Taking the bent radical PH₂ apart into one phosphorus and two hydrogen atoms costs about 640 kJ/mol. Against this, a useful prediction of reaction energies should be good to a few kJ/mol. The table compares many levels of theory with the measured atomization energy, which was derived from heats of formation with the vibrational and thermal terms taken out. A negative entry means that the calculation binds the molecule too weakly.

Atomization energy of PH₂ (neutral doublet), computed with Ansatz 0.2.0 at the levels listed, in the cc-pV(T+d)Z basis and at the MP2(full)/6-31G* geometry. Core electrons are left uncorrelated in the correlated wave-function levels, and relativity is not included.

```
           level  computed less measured atomization energy (kJ/mol)  rough wall time (s)
             RHF                                             -199.50                  n/a
             UHF                                             -185.90                  0.4
            RMP2                                              -42.20                  n/a
            UMP2                                              -44.90                  n/a
            CISD                                              -43.00                    2
           RCCSD                                              -21.50                  n/a
           UCCSD                                              -21.20                  n/a
        RCCSD(T)                                              -16.60                  n/a
        UCCSD(T)                                              -16.80                  n/a
         BCCD(T)                                              -16.60                    2
          RCCSDT                                              -16.30                  n/a
          UCCSDT                                              -16.40                  n/a
       RCCSDT(Q)                                              -16.20                    6
       UCCSDT(Q)                                              -16.20                    9
  CASSCF valence                                             -108.30                  n/a
  NEVPT2 valence                                              -45.20                    1
  MRCISD valence                                              -24.10                  n/a
MRCISD+Q valence                                              -18.00                    8
           SPW92                                               86.80                  0.4
             PBE                                                6.60                  0.7
            BLYP                                               19.10                  0.7
          revPBE                                               -5.00                  0.6
          r2SCAN                                               11.50                  n/a
          B97M-V                                               26.90                    3
            PBE0                                                0.40                  n/a
           B3LYP                                               23.50                  0.7
         r2SCANh                                                8.80                    1
         r2SCAN0                                                5.10                    1
           BHLYP                                               10.80                  0.7
       CAM-B3LYP                                               22.00                  0.8
         wB97X-V                                               25.90                    2
         wB97M-V                                               18.50                  n/a
           HSE06                                                0.80                  0.8
          B2PLYP                                                5.00                    1
        PBE-QIDH                                              -11.90                  0.8
         RPA-PBE                                               -9.60                  0.8
```

In the labels, R and U stand for restricted and unrestricted orbitals: in the first case paired electrons share one spatial orbital, in the second the two spins may use different ones. The letters S, D, T and Q count the electrons excited at once, and brackets mark a perturbative estimate.

**(a) Why does Hartree–Fock theory bind PH₂ so weakly, and why do some correlated methods repair only part of the damage?**

*Solution.* Hartree–Fock theory lets each electron feel only the average field of the others. Electrons of like spin still keep apart, because the Pauli principle is built in, but electrons of opposite spin run into each other too often. The energy gained by further avoidance, mostly between opposite spins, is the correlation energy. It strengthens a bond only as far as the molecule has more of it than the separated atoms.

Counting pairs shows why PH₂ has more. The valence shell of the phosphorus atom holds four electrons of one spin and one of the other, which makes 4 opposite-spin pairs; a hydrogen atom has none. In PH₂ the count is four and three, which makes 12. The new pairs do not all weigh the same, since two electrons in one bond orbital meet far more often than two in different bonds.

The energies bear this out. From RHF to RCCSDT(Q) the binding grows by 183 kJ/mol, which removes 92% of the RHF miss. With the cores frozen, the molecule's valence correlation energy at that level is 463 kJ/mol, so 463 − 183 = 280 kJ/mol was already present in the free atoms. Roughly two fifths of the correlation energy therefore appears as binding.

Valence CASSCF finds only half of this gain. It distributes the valence electrons over the valence orbitals in every possible way, which lets the two electrons of a bond sit at opposite ends. Close avoidance needs higher, more finely structured orbitals, and these lie outside its space. NEVPT2 adds them to second order and stops at −45.2 kJ/mol, much like RMP2 at −42.2 kJ/mol, although the two start from very different wave functions. MRCISD+Q treats the pairs beyond second order and reaches −18.0 kJ/mol, so the second-order step is the weak one.

CISD fails for another reason. It allows one pair at a time to be excited, whereas in a real molecule several pairs avoid each other at once. Coupled cluster includes such simultaneous events as products of pair excitations. CISD binds PH₂ by 21.5 kJ/mol less than RCCSD, and 19.7 kJ/mol of this arises in the molecule, where there are many pairs to be excited together. The remaining 2 kJ/mol or so has another origin, for it means that CISD places the free atoms slightly below RCCSD, which missing products cannot do. The likely reason is that a spin-complete CI space for an open shell contains a few excitations beyond plain singles and doubles, and phosphorus with three unpaired electrons is expected to gain most from them.

The crossing of the restricted and unrestricted rows fits the same picture. UHF binds more than RHF because its freer orbitals let the unpaired electron polarize the bonds, which lowers the molecule by 14.5 kJ/mol. At second order the sign turns, and UMP2 binds 2.7 kJ/mol less than RMP2. The UHF reference has already taken up part of the correlation, at the price of a slightly impure spin state, and second-order theory then adds too little. From CCSD upwards the orbitals can readjust, and the two routes agree within 0.3 kJ/mol.

**(b) The coupled-cluster rows stop improving before they reach the measured value. Is the treatment of the electrons still too crude, or could the basis set be responsible? Estimate the size of the basis error.**

*Solution.* A cruder treatment would show itself as continued movement along the ladder. Yet the entire step from RCCSD(T) to RCCSDT(Q) adds only 0.4 kJ/mol, and the miss stays at −16.2 kJ/mol. MRCISD+Q, which starts from many configurations instead of one, ends within 2 kJ/mol of it. Higher excitations are thus an unlikely source of the remaining gap.

The basis set is a likelier one. Where two electrons of opposite spin meet, the exact wave function has a sharp kink, the electron–electron cusp. Products of smooth orbitals build up such a kink slowly, so that a triple-zeta basis leaves out part of the correlation energy. The molecule has more close opposite-spin pairs than the atoms and loses more energy, so the computed bond comes out too weak. For the same reason the loss should grow with each further bond that pairs electrons which were single in the atoms.

For an estimate, let $G$ be the computed gain in binding from correlation and $f$ the fraction of it that the basis recovers. The complete gain is then $G/f$, and the error of the calculation is

$$
\Delta = G-\frac{G}{f} = -G\left(\frac{1}{f}-1\right).
$$

A triple-zeta basis recovers very roughly 90% of the valence correlation energy, a recalled figure and not a fitted one. With $G = 183$ kJ/mol,

$$
\Delta \approx -183\left(\frac{1}{0.9}-1\right)\ \text{kJ/mol} \approx -20\ \text{kJ/mol}.
$$

The remaining miss has this size and sign. The estimate is soft, however: a recovery of 95% would give −10 kJ/mol and one of 85% would give −32 kJ/mol. It also assumes that atoms and molecule are served equally well and that the Hartree–Fock part is converged. The basis can therefore account for the plateau, but core correlation, relativity and the uncertainty of the measured value may contribute too. Repeating the top rows in larger basis sets would show how much belongs to the basis; core correlation and relativity need calculations of their own.

**(c) PBE0 and HSE06 agree with the measured value within 1 kJ/mol. Are they better than coupled cluster here? And why does exact exchange weaken the binding from PBE to PBE0, while B3LYP binds more strongly than BLYP?**

*Solution.* The near-zero entries do not show that these functionals are better. They obtain the correlation energy from the density and need not build the cusp out of orbitals, so their results depend less on the basis. In this basis PBE0 lies 16.6 kJ/mol above RCCSDT(Q), a distance that the basis error of part (b) could largely explain. Agreement with experiment can also come from errors within a functional that cancel, and the route to PBE0 shows how large the opposing pieces are.

The local-density approximation, SPW92, overbinds by 86.8 kJ/mol. It treats every point as part of a uniform electron gas and describes free atoms, where the density varies strongly, worse than the molecule. Gradient corrections work against this from two sides: the one to exchange lowers the atoms more than the molecule, and the one to correlation, which raises energies, is expected to raise the molecule more. PBE is left with an excess of 6.6 kJ/mol. revPBE, with a stronger gradient correction to exchange, goes on to −5.0 kJ/mol. BLYP also has a stronger exchange correction than PBE, yet it overbinds by 19.1 kJ/mol. The extra binding is expected to come from its correlation part, LYP, which all rows ending in LYP share.

Exact exchange pushes the same way. Density-functional exchange imitates part of the avoidance between the two electrons of a bond, and exact exchange takes that part away. From PBE to PBE0, with 25% exact exchange, the binding falls by 2.5 kJ/mol for every 10%. This slope, obtained from those two rows alone, also predicts r2SCANh and r2SCAN0 from r2SCAN to about 0.2 kJ/mol. For BHLYP, starting from BLYP, it gives the right direction but exaggerates the fall by 4 kJ/mol.

For B3LYP even the direction is wrong: the slope predicts a fall of 5 kJ/mol from BLYP, and the table shows a rise of 4.4. The rule fails because B3LYP is not BLYP with some exchange replaced. It also weakens the gradient correction to exchange and mixes in local correlation, here in the form called VWN-RPA. Both changes are steps back towards the overbinding local approximation. Each is expected to add about as much binding as exact exchange removes, so that together they outweigh it, though the table does not separate the ingredients.

More elaborate functionals do not come closer as a matter of course. B97M-V and wB97X-V overbind by 26.9 and 25.9 kJ/mol. No dispersion term was added to the functionals in these runs, although one belongs to the definition of these two and of wB97M-V, so the rows do not show them in their full form. That term is expected to add binding, so its absence does not excuse the excess. PBE-QIDH and RPA-PBE, which underbind, build correlation from empty orbitals and are expected to share part of the basis error of part (b). A single molecule is no basis for ranking functionals.

If the whole miss of 16 kJ/mol carried over into a reaction energy, the equilibrium constant at 900 K would be wrong by a factor of about nine. Reactions that keep the number of electron pairs suffer less, because much of the basis error then cancels.
